**Core-excited Rh⁺ in a hard sphere: pressure exponents and a one-electron 4f estimate**

The table holds the energy above the free ion, the highest occupied level, Σ⟨r²⟩ and the wall pressure of Rh⁺ with a 3d hole and one 4f electron for ten wall radii, from non-relativistic spin-polarised PBE in a radial B-spline code. The program checks the pressure as the slope of the energy, works out local exponents, step ratios, core-level shifts and the virial relation, and compares all rows with one parameter-free estimate, a single l = 3 electron in a −2/r potential inside the same wall. The exponent of P ∝ R⁻ⁿ dips to 5.15 near 5 bohr, peaks at 8.03 between 2.08 and 2.65 bohr and falls to 7.24 in the tightest interval. The estimate follows the change of Σ⟨r²⟩ in wide spheres; the calculated wall force is 0.69 to 0.83 of the estimate for radii of 3.80 bohr and more, and ten times the estimate at 1.29 bohr, where the other shells carry most of the load.

Rh+ (Z = 45), [Ar] (3d)5+4 4s2 4p6 (4d)5+3 (4f)1+0, in an impenetrable sphere, calculated with B-spline radial atomic code 1 using non-relativistic, spin-polarised PBE at the basis-set limit, with spherical fractional occupations. The free-atom reference is Rh+ in [Kr] (4d)5+3. (nl)a+b means a spin-up and b spin-down electrons.

## Program and output

```python
# Table: core-excited Rh+ (3d-down hole, one 4f-up electron) in a hard sphere; B-spline radial
# atomic code, non-relativistic spin-polarised PBE: energy, highest level, sum <r^2>, pressure.
# Tested: pressure as energy slope, local exponents, dE/d(level), virial relation, and one
# parameter-free estimate: a single l=3 electron in -2/r confined by the same wall.
T = {
    'hard_wall_radius': [1.29, 1.73, 2.08, 2.65, 2.89, 3.8, 4.4, 4.94, 5.54, 9.47],  # bohr
    'energy_above_free_atom': [2037.5, 777.53, 514.86, 391.09, 372.65, 345.53, 339.18, 335.7, 333.05, 326.72],  # eV
    'highest_occupied_level': [244.53, 119.14, 76.392, 43.911, 36.266, 19.601, 13.627, 9.8603, 6.7938, -0.87415],  # eV
    'sum_r_squared': [14.46, 20.49, 24.46, 29.25, 30.82, 35.49, 38.07, 40.34, 42.97, 64.71],  # bohr²
    'pressure_on_wall': [296200, 35410, 8445, 1208, 610.2, 85.28, 34.99, 18.62, 10.32, 0.534],  # GPa
}
import numpy as np
from scipy.constants import physical_constants as pc
from scipy.linalg import eigh_tridiagonal
from scipy.optimize import brentq
from scipy.special import spherical_jn
Ha = pc['Hartree energy in eV'][0]
Pau = pc['Hartree energy'][0] / pc['Bohr radius'][0]**3 / 1e9
R, E, eps, S, P = (np.array(T[k], float) for k in ['hard_wall_radius', 'energy_above_free_atom',
                   'highest_occupied_level', 'sum_r_squared', 'pressure_on_wall'])
def felec(Rw, N=3000, Z=2, l=3):
    h = Rw / (N + 1); r = h * np.arange(1, N + 1)
    w, v = eigh_tridiagonal(1/h**2 + l*(l+1)/(2*r**2) - Z/r, -0.5/h**2*np.ones(N-1),
                            select='i', select_range=(0, 0))
    p = v[:, 0]**2
    return w[0]*Ha, (p*r**2).sum(), (p/r).sum()
m = np.array([felec(x) for x in R])
Fm = np.array([(felec(x*0.999)[0] - felec(x*1.001)[0])/(0.002*x) for x in R])
F = 4*np.pi*R**2*P/Pau*Ha
print("Rows. dE = energy above 9.47 row (eV); F = 4 pi R^2 P (eV/bohr); f = one l=3 electron in -2/r")
print("R(bohr)     dE    dE_f        F     F_f  F/F_f   level level_f  <r2>_f  sum<r2>-<r2>_f")
for i in range(len(R)):
    print(f"{R[i]:5.2f} {E[i]-E[-1]:8.2f} {m[i,0]-m[-1,0]:7.2f} {F[i]:8.2f} {Fm[i]:7.2f} {F[i]/Fm[i]:6.2f}"
          f" {eps[i]:7.2f} {m[i,0]:7.2f} {m[i,1]:7.2f} {S[i]-m[i,1]:7.2f}")
L = np.log(R[1:]/R[:-1]); n = np.log(P[:-1]/P[1:])/L; nf = np.log(Fm[:-1]/Fm[1:])/L + 2
I = (F[:-1]*R[:-1] - F[1:]*R[1:])/(n - 3)
dE, de, dS = -np.diff(E), -np.diff(eps), np.diff(S)
print("Intervals. n: P ~ R^-n (empty sphere 5); intF: force integrated as a power law (eV)")
print("interval       n   n_f  step E    intF  err%  step level  ratio E/level  drop sum<r2>")
for i in range(len(L)):
    print(f"{R[i]:.2f}-{R[i+1]:.2f} {n[i]:5.2f} {nf[i]:5.2f} {dE[i]:7.2f} {I[i]:7.2f} {100*(I[i]/dE[i]-1):5.1f}"
          f" {de[i]:9.2f} {dE[i]/de[i]:11.2f} {dS[i]:11.2f}")
print("Rounding: E 0.005 eV (0.05 first row); P under 0.1%, so n good to about 0.01")
print(f"P ratio tightest/widest {P[0]/P[-1]:.2e}; worst F/F_f: {(F/Fm).min():.2f} and {(F/Fm).max():.1f}")
free = -4/32*Ha
print(f"Free hydrogenic 4f, Z=2: {free:.2f} eV, <r> 9 bohr, <r2> 90; estimate at 9.47 lies {m[-1,0]-free:.2f} eV above")
# Further outputs of the same runs (hartree, bohr), rows 1.29, 2.08, 3.80, 4.94, 9.47
ix = [0, 2, 5, 7, 9]
Tk = np.array([4881.58, 4698.8, 4674.63, 4673.96, 4673.54])
Et = np.array([-4612.5, -4668.45, -4674.68, -4675.04, -4675.37])
print("R   dT(eV) dV(eV) from 9.47 row; T+E, 3PV, difference (hartree; rounding 0.01 to 0.05)")
for j, i in enumerate(ix):
    dT = (Tk[j]-Tk[-1])*Ha; pv = F[i]*R[i]/Ha
    print(f"{R[i]:4.2f} {dT:8.1f} {E[i]-E[-1]-dT:8.1f} {Tk[j]+Et[j]:8.2f} {pv:8.2f} {Tk[j]+Et[j]-pv:6.2f}")
lev = {'1s up': [-814.821, -821.879, -823.584, -823.722], '3d up': [-5.42733, -10.7862, -12.3712, -12.5158],
       '4s up': [3.06591, -2.11853, -3.27923, -3.41835]}
rad = {'3d up': [0.383571, 0.365853, 0.363844, 0.363865], '4s up': [0.775951, 0.981936, 0.989365, 0.98693]}
print("Level rise (eV) 4.94->3.80, 3.80->2.08, 2.08->1.29")
for k, v in lev.items():
    print(f"  {k}: " + "  ".join(f"{(v[j]-v[j+1])*Ha:7.2f}" for j in (2, 1, 0)))
for lab, a in (("highest", eps), ("total E", E), ("f <1/r> estimate", m[:, 2]*Ha)):
    print(f"  {lab}: " + "  ".join(f"{a[ix[j]]-a[ix[j+1]]:7.2f}" for j in (2, 1, 0)))
for k, v in rad.items():
    print(f"<r> change {k}, same steps (%): " + "  ".join(f"{100*(v[j]/v[j+1]-1):6.2f}" for j in (2, 1, 0)))
print(f"R=4.94: 3d-down level {-12.4077*Ha:.1f} eV, gap to highest {eps[7]+12.4077*Ha:.1f} eV, E {E[7]:.1f} eV")
print(f"9.47->4.94: E +{E[7]-E[9]:.2f} eV, level +{eps[7]-eps[9]:.2f} eV, sum<r2> -{S[9]-S[7]:.2f}, f estimate -{m[9,1]-m[7,1]:.2f}")
print(f"3d spin-orbit splitting 2.5*zeta at 4.94: {2.5*16159.6/pc['electron volt-inverse meter relationship'][0]*100:.1f} eV")
z = {k: brentq(lambda x: spherical_jn(l, x), a, b) for k, l, a, b in
     [('4f', 3, 6, 8), ('4d', 2, 8, 10), ('4p', 1, 10, 12), ('4s', 0, 12, 13)]}
print("Empty-sphere Bessel zeros: " + ", ".join(f"{k} {v:.2f}" for k, v in z.items()))
assert (dE > 0).all() and (de > 0).all() and (dS > 0).all() and (np.diff(P) < 0).all()
assert (abs(I/dE - 1) < 0.10).all()
assert (n > 5).all() and 2.0 < R[np.argmax(n)] < 3.0
assert (dE[5:]/de[5:] < 1.2).all() and dE[0]/de[0] > 5
```

Printed output:

```
Rows. dE = energy above 9.47 row (eV); F = 4 pi R^2 P (eV/bohr); f = one l=3 electron in -2/r
R(bohr)     dE    dE_f        F     F_f  F/F_f   level level_f  <r2>_f  sum<r2>-<r2>_f
 1.29  1710.78  336.73  5728.85  569.42  10.06  244.53  334.87    0.79   13.67
 1.73   450.81  175.73  1231.75  229.08   5.38  119.14  173.87    1.42   19.07
 2.08   188.14  115.33   424.65  128.60   3.30   76.39  113.47    2.04   22.42
 2.65    64.37   64.90    98.60   59.67   1.65   43.91   63.04    3.28   25.97
 2.89    45.93   52.42    59.23   45.19   1.31   36.27   50.56    3.88   26.94
 3.80    18.81   25.71    14.31   18.52   0.77   19.60   23.85    6.59   28.90
 4.40    12.46   16.97     7.87   11.35   0.69   13.63   15.11    8.73   29.34
 4.94     8.98   11.92     5.28    7.66   0.69    9.86   10.05   10.88   29.46
 5.54     6.33    8.14     3.68    5.14   0.72    6.79    6.28   13.50   29.47
 9.47     0.00    0.00     0.56    0.67   0.83   -0.87   -1.86   35.31   29.40
Intervals. n: P ~ R^-n (empty sphere 5); intF: force integrated as a power law (eV)
interval       n   n_f  step E    intF  err%  step level  ratio E/level  drop sum<r2>
1.29-1.73  7.24  5.10 1259.97 1241.15  -1.5    125.39       10.05        6.03
1.73-2.08  7.78  5.13  262.67  261.02  -0.6     42.75        6.14        3.97
2.08-2.65  8.03  5.17  123.77  123.67  -0.1     32.48        3.81        4.79
2.65-2.89  7.88  5.21   18.44   18.47   0.2      7.65        2.41        1.57
2.89-3.80  7.19  5.26   27.12   27.88   2.8     16.66        1.63        4.67
3.80-4.40  6.08  5.34    6.35    6.42   1.1      5.97        1.06        2.58
4.40-4.94  5.45  5.40    3.48    3.49   0.3      3.77        0.92        2.27
4.94-5.54  5.15  5.47    2.65    2.65   0.0      3.07        0.86        2.63
5.54-9.47  5.52  5.81    6.33    5.99  -5.3      7.67        0.83       21.74
Rounding: E 0.005 eV (0.05 first row); P under 0.1%, so n good to about 0.01
P ratio tightest/widest 5.55e+05; worst F/F_f: 0.69 and 10.1
Free hydrogenic 4f, Z=2: -3.40 eV, <r> 9 bohr, <r2> 90; estimate at 9.47 lies 1.54 eV above
R   dT(eV) dV(eV) from 9.47 row; T+E, 3PV, difference (hartree; rounding 0.01 to 0.05)
1.29   5661.1  -3950.3   269.08   271.59  -2.51
2.08    687.4   -499.2    30.35    32.46  -2.11
3.80     29.7    -10.9    -0.05     2.00  -2.05
4.94     11.4     -2.4    -1.08     0.96  -2.04
9.47      0.0      0.0    -1.83     0.19  -2.02
Level rise (eV) 4.94->3.80, 3.80->2.08, 2.08->1.29
  1s up:    3.76    46.40   192.06
  3d up:    3.93    43.13   145.82
  4s up:    3.79    31.58   141.08
  highest:    9.74    56.79   168.14
  total E:    9.83   169.33  1522.64
  f <1/r> estimate:    2.48     8.94    12.13
<r> change 3d up, same steps (%):  -0.01    0.55    4.84
<r> change 4s up, same steps (%):   0.25   -0.75  -20.98
R=4.94: 3d-down level -337.6 eV, gap to highest 347.5 eV, E 335.7 eV
9.47->4.94: E +8.98 eV, level +10.73 eV, sum<r2> -24.37, f estimate -24.43
3d spin-orbit splitting 2.5*zeta at 4.94: 5.0 eV
Empty-sphere Bessel zeros: 4f 6.99, 4d 9.10, 4p 10.90, 4s 12.57
```
